### Question

A five-membered ring contains a phosphorus atom, P3, which also carries an oxygen atom and an ethyl group. Going round the ring from phosphorus, one passes the CH₂ groups C5 and C6 and then the double bond between C7 and C8, which leads back to phosphorus. The ethyl group consists of C2, bound to phosphorus, and the methyl group C1 at its end. A second methyl group, C9, sits on C8. Of the hydrogens, H13 and H14 belong to C2, H15 and H16 to C5, and H17 and H18 to C6.

The table describes how each nucleus feels an applied magnetic field. The shielding is the fraction of that field, in parts per million, which the electrons cancel at the nucleus. The shift is the shielding in a reference compound less the shielding here, so a poorly shielded nucleus has a large shift. Carbon and hydrogen are counted from tetramethylsilane, while phosphorus and oxygen have references of their own and are not compared with carbon below.

The paramagnetic part is the contribution that usually works against shielding, and it does so more strongly the more negative it is. The span tells how much the shielding changes when the molecule is turned in the field. The IAO charge is the net charge assigned to an atom, in units of the elementary charge e.

C7H13OP (SMILES CC[P@]1(=O)CCC=C1C), computed with PySCF 2.14.0 at the PBE0/pcSseg-1 level with GIAOs and density fitting, non-relativistic, in the gas phase at the GFN2-xTB geometry. Shifts are relative to TMS for C and H, PH3 for P and H2O for O, each at the same level. The span is the highest less the lowest principal value of the shielding.

```csv
atom,equivalent,bonded to,shift (ppm),shielding (ppm),paramagnetic part (ppm),span (ppm),IAO charge (e)
C1,1,C H H H,7.7,179.3,-70.4,18,-0.42
C2,1,C H H P,?,?,?,?,?
P3,1,C C C O,340.7,270.7,-694.2,253,1.50
O4,1,P,118.1,218.0,-174.5,170,-0.93
C5,1,C H H P,29.4,157.6,-101.7,42,-0.53
C6,1,C C H H,31.9,155.0,-94.6,24,-0.26
C7,1,C C H,147.4,39.6,-213.7,208,-0.14
C8,1,C C P,144.3,42.7,-230.3,211,-0.26
C9,1,C H H H,?,?,?,?,?
H10,3,C,0.8,30.9,-0.2,11,0.14
H13,1,C,1.9,29.8,-1.5,9,0.16
H14,1,C,1.9,29.8,-2.5,9,0.16
H15,1,C,1.9,29.8,-1.8,11,0.17
H16,1,C,1.9,29.9,-2.8,8,0.15
H17,1,C,2.6,29.1,-0.6,12,0.15
H18,1,C,?,?,?,?,?
H19,1,C,6.4,25.3,-7.8,4,0.14
H20,3,C,2.1,29.6,0.7,11,0.15
```

(a) Do the atomic charges explain why the carbon shifts fall into two groups? If not, what does?

(b) Predict the shifts of C2, C9 and H18, each with a range.

### Model answer

**(a)** The charge picture is simple: more electrons on an atom should shield its nucleus better and lower its shift. C6 and C8 put it to a clean test, because both carry −0.26 e. Their shifts nevertheless differ by 112 ppm. C1 and C5 even contradict the picture, since C5 is the more negative of the two and has the larger shift.

What separates C8 from C6 is the kind of bonding. C8 belongs to the double bond, and C6 has single bonds only. The paramagnetic part is 136 ppm more negative at C8, which is more than enough to account for the difference in shift; the rest of the shielding gives back about 23 ppm. This division depends on a convention of the calculation and cannot be measured, but the total can.

Theory gives the reason. A magnetic field acts on the electrons like a slight rotation about the field direction, and on a carbon atom it turns one p orbital towards another. This mixes filled orbitals with empty ones, and the mixing drives currents that strengthen the field at the nucleus. The smaller the energy gap between the filled and the empty orbital, the stronger the effect.

A double bond supplies an empty orbital at low energy, the π* orbital, built from p orbitals that stand upright on the plane of the bond. A field lying in that plane turns the in-plane p orbitals towards the upright ones and so connects filled σ orbitals with π*. A carbon with single bonds only has no such low-lying partner. Its filled orbitals must mix with σ* orbitals much higher in energy, and the nucleus stays well shielded.

The same argument says that direction should matter. A field perpendicular to the plane turns the in-plane p orbitals among themselves and does not reach π*, so the strong deshielding should vanish for that orientation. The spans agree with this: they are 208 and 211 ppm at C7 and C8, and at most 42 ppm at the saturated carbons C1, C5 and C6. A span shows only that direction matters, not which direction is the well-shielded one. But the same calculation also gives the shielding in the most favourable direction, and there C7 and C8 are shielded almost as well as C6 is on average over all directions. By the argument above, this direction should be roughly perpendicular to the plane. A reader who wants to place a carbon in such a molecule should therefore ask first whether it takes part in a double bond.

**(b)** C2 and C9 have single bonds only, so both belong in the low group. To place them more closely, I start from the most similar carbon in the table and correct for one difference in the surroundings.

Simple alkanes suggest the size of the correction. The carbons of ethane have a shift of very roughly 6 ppm and the end carbons of propane one of roughly 16 ppm. The methyl group itself is unchanged; what is new is a carbon two bonds away. Over many open-chain alkanes, such a carbon adds about 9 ppm. The analogy reaches only as far as its conditions, which are open chains, single bonds and no phosphorus.

C9 is worked in full. Its model is C1, also a methyl group with phosphorus two bonds away. C9 has one further carbon at that distance, C7. This carbon is part of a ring and of a double bond, so it is doubtful whether the full alkane step applies, and I take half of it:

shift of C9 ≈ 7.7 + 9/2 ≈ 12 ppm.

C2 follows in the opposite direction. Its model is C5, also a CH₂ group bound to phosphorus and one carbon. C5 has C7 two bonds away and C2 does not, so half a step is subtracted: 29.4 − 9/2 ≈ 25 ppm.

H18 shares its carbon with H17, whose shift is 2.6 ppm. In the other two CH₂ groups, the two hydrogens agree to the printed digit, so I copy the value of H17. The two faces of the ring are not alike, however, because one carries the oxygen and the other the ethyl group. That calls for some allowance.

The predictions are:

- **C2:** about 25 ppm, range 19 to 31 ppm, probably below C5.
- **C9:** about 12 ppm, range 6 to 18 ppm, probably above C1.
- **H18:** 2.6 ppm, range 2.3 to 2.9 ppm.

The ranges are judgements. For carbon they are somewhat wider than half a step, so that they cover both extremes, no step and the full step, with a little to spare.

### Computed values

The withheld rows as computed:

```csv
atom,equivalent,bonded to,shift (ppm),shielding (ppm),paramagnetic part (ppm),span (ppm),IAO charge (e)
C2,1,C H H P,28.7,158.3,-98.8,36,-0.51
C9,1,C H H H,15.2,171.8,-72.7,31,-0.43
H18,1,C,2.1,29.6,-1.9,9,0.15
```

### Remarks on the reasoning

Both carbon predictions fall within their ranges, and the hydrogen prediction does not. C2 comes out at 28.7 ppm and C9 at 15.2 ppm, so the estimates were too low by 4 and 3 ppm. The first step of the argument, which put both carbons in the saturated group, holds. The second step, the correction for C7, deserves a closer look.

**The half step is a compromise, not a description.** C2 lies only 0.7 ppm below C5, so a plain copy of C5 would have been the better forecast. C9 lies 7.5 ppm above C1, which is close to the full alkane step. The same carbon, C7, thus goes with almost no change in one comparison and with nearly the whole step in the other. Taking half kept both errors moderate because it sat between two different answers.

The ring offers a plausible reason. In cyclopentane and at the middle carbon of pentane, the number of carbons one and two bonds away is the same. Yet the shifts are roughly 26 and 35 ppm, so closing the ring removes about as much as one step adds. C5 lies in a ring together with C7, whereas C2 lies outside it, and the two effects may cancel there. C9 is attached to the ring from outside and would keep its step.

This explanation was found after the answer was known, and the two comparisons do not isolate it. Passing from C1 to C9 also replaces the saturated carbon that carries the methyl group by one of the double bond. That change may contribute to the 7.5 ppm as well. A fair verdict is that counting neighbours gives the right region for a saturated carbon, while the last few ppm depend on details that the count leaves out.

**The large effect and the small one need not have the same cause.** Between C6 and C8, the paramagnetic part dominates. Between C1 and C9, it accounts for only 2.3 ppm of the loss of shielding, and the rest of the shielding for 5.2 ppm. Because the division is a convention, differences this small cannot identify a cause. The π* argument explains why the alkene carbons stand apart. It should not be stretched to rank carbons that have single bonds only.

**The new rows also confirm the verdict on charge.** C9 and C1 differ by only 0.01 e, yet their shifts are 7.5 ppm apart. In this molecule, the alkene carbons are on average less negative than the saturated ones, but charge alone does not settle the place of a carbon in the spectrum. It can serve better where the carbons compared have nearly the same bonding and surroundings.

**The hydrogen forecast failed because it leaned on too little.** H18 has a shift of 2.1 ppm, 0.5 ppm below the forecast and outside the range. The phosphorus atom carries four different groups, so no symmetry makes the two hydrogens of a CH₂ group equivalent. That H13 matches H14, and H15 matches H16, is therefore a coincidence of this structure and not a rule. Two such coincidences were read as a pattern.

Which feature of the surroundings separates H17 from H18 remains a guess. The oxygen on one face of the ring could deshield the hydrogen nearer to it. But H15 and H16 also lie on opposite faces, closer to phosphorus, and their shifts agree to the printed digit. Being on one face or the other is thus not enough by itself; distance and angle would have to matter too. The calculation also holds the molecule in a single shape, whereas a real ring flexes, which could change such a difference.

**For reading a measured spectrum, the size of a gap decides how far it can be trusted.** The alkene carbons lie more than 110 ppm above the highest saturated carbon, far more than a calculation of this kind is expected to err. A signal can be assigned to one group or the other with confidence. The 0.7 ppm between C2 and C5 is another matter: the predicted order came out right, but a gap so small cannot tell which signal belongs to the ring and which to the ethyl group.
